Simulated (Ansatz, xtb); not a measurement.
## CH4BFSi: which of two isomers lies lower

Structure a: `FBC=[SiH2]`, a singlet. Structure b: `B=C[SiH2]F`, a singlet. Both are isolated molecules in the gas phase, relaxed with PBE0-D3(BJ)/pcseg-1, each in the lowest conformer that the search found.

a (Å):

```yaml
atoms:
  - { symbol: C, position_ang: [-1.6179, -0.0659, -0.2627] }
  - { symbol: B, position_ang: [-1.3212, -1.1134, 0.7989] }
  - { symbol: F, position_ang: [-2.3151, -1.6708, 1.5044] }
  - { symbol: Si, position_ang: [-0.3106, 0.6184, -1.1398] }
  - { symbol: H, position_ang: [-0.2052, -1.4923, 1.0595] }
  - { symbol: H, position_ang: [-2.6433, 0.2505, -0.4689] }
  - { symbol: H, position_ang: [1.0939, 0.2135, -0.8873] }
  - { symbol: H, position_ang: [-0.4575, 1.6480, -2.2009] }
```

b (Å):

```xyz
8

C    -0.7283   -0.4046    0.0863
B     0.1963   -0.4394    1.1011
F     0.2512    0.3334   -2.5183
Si   -0.2631    0.9335   -1.0854
H    -1.6226   -0.9972   -0.0977
H     1.0466   -0.3728    1.9185
H     0.8608    1.7265   -0.5122
H    -1.4229    1.8072   -1.4062
```

Quicker runs give these differences E(b) − E(a): GFN2-xTB −7.01 kJ/mol; HF/STO-3G +89.03 kJ/mol (at GFN2-xTB geometries); r2SCAN-D4/def2-SVP +38.72 kJ/mol (at GFN2-xTB geometries).

**Question.** Estimate E(b) − E(a) at the level CCSD(T)/def2-TZVP.

**Answer.** Too close to call at this level: CCSD(T)/def2-TZVP gives E(b) − E(a) = −1.80 kJ/mol.

Level by level:

| level | geometry | E(b) − E(a) (kJ/mol) | departure from the last row (kJ/mol) | job, with rough time for the two |
| --- | --- | --- | --- | --- |
| GFN2-xTB | GFN2-xTB | −7.01 | −5.21 | optimisation, 0.18 s |
| HF/STO-3G | GFN2-xTB | +89.03 | +90.83 | single point, 0.24 s |
| r2SCAN-D4/def2-SVP | GFN2-xTB | +38.72 | +40.52 | single point, 1.7 s |
| PBE0-D3(BJ)/pcseg-1 | PBE0-D3(BJ)/pcseg-1 | +26.72 | +28.52 | optimisation, 42 s |
| HF/def2-TZVP | PBE0-D3(BJ)/pcseg-1 | −14.16 | −12.36 | part of the CCSD(T) run |
| MP2/def2-TZVP | PBE0-D3(BJ)/pcseg-1 | −4.89 | −3.09 | part of the CCSD(T) run |
| CCSD(T)/def2-TZVP | PBE0-D3(BJ)/pcseg-1 | −1.80 |  | single point, 29 s |

As drawn, b has 1 C=B, 1 C–Si, 1 F–Si in place of 1 B–F, 1 C–B, 1 C=Si.

The largest departure from CCSD(T)/def2-TZVP is that of HF/STO-3G, 90.83 kJ/mol.

With harmonic frequencies from PBE0-D3(BJ)/pcseg-1 (ideal gas, rigid rotor, one conformer each, 298.15 K, 1 atm): on the last row, ΔE + ΔZPE = −4.66, ΔH = −4.03, ΔG = −5.49 kJ/mol.

The correlated steps freeze 8 core orbitals. Mirror images aren't counted in ΔG. Programs: Ansatz 0.2.0, xtb 6.7.1; the last row on 2 threads of Intel(R) Xeon(R) Platinum 8375C CPU @ 2.90GHz (Ice Lake) on a shared host.

The near-degeneracy reflects a trade between two very strong bonds to fluorine and two poor π bonds. Isomer a keeps the B–F bond, strengthened by fluorine lone-pair donation into the empty boron p orbital, but pays with a weak Si=C π bond. Isomer b gains a strong, highly polar Si–F bond and removes the silene, at the cost of a two-coordinate, electron-deficient boron. The Si–C bond in b leans towards boron, which suggests that σ donation into boron's vacant in-plane orbital relieves part of that deficiency.

The strong preference for a in HF/STO-3G is reversed at HF/def2-TZVP, so it is not simply a lack of correlation. A minimal basis without d functions on silicon describes the polar Si–F bond poorly, which probably penalises b. In the larger basis, correlation acts the other way, trimming the Hartree–Fock preference for b from −14.16 to −1.80 kJ/mol. The energies say nothing about the barrier to fluorine migration, or about the dimerisation to which both unsaturated units are prone.
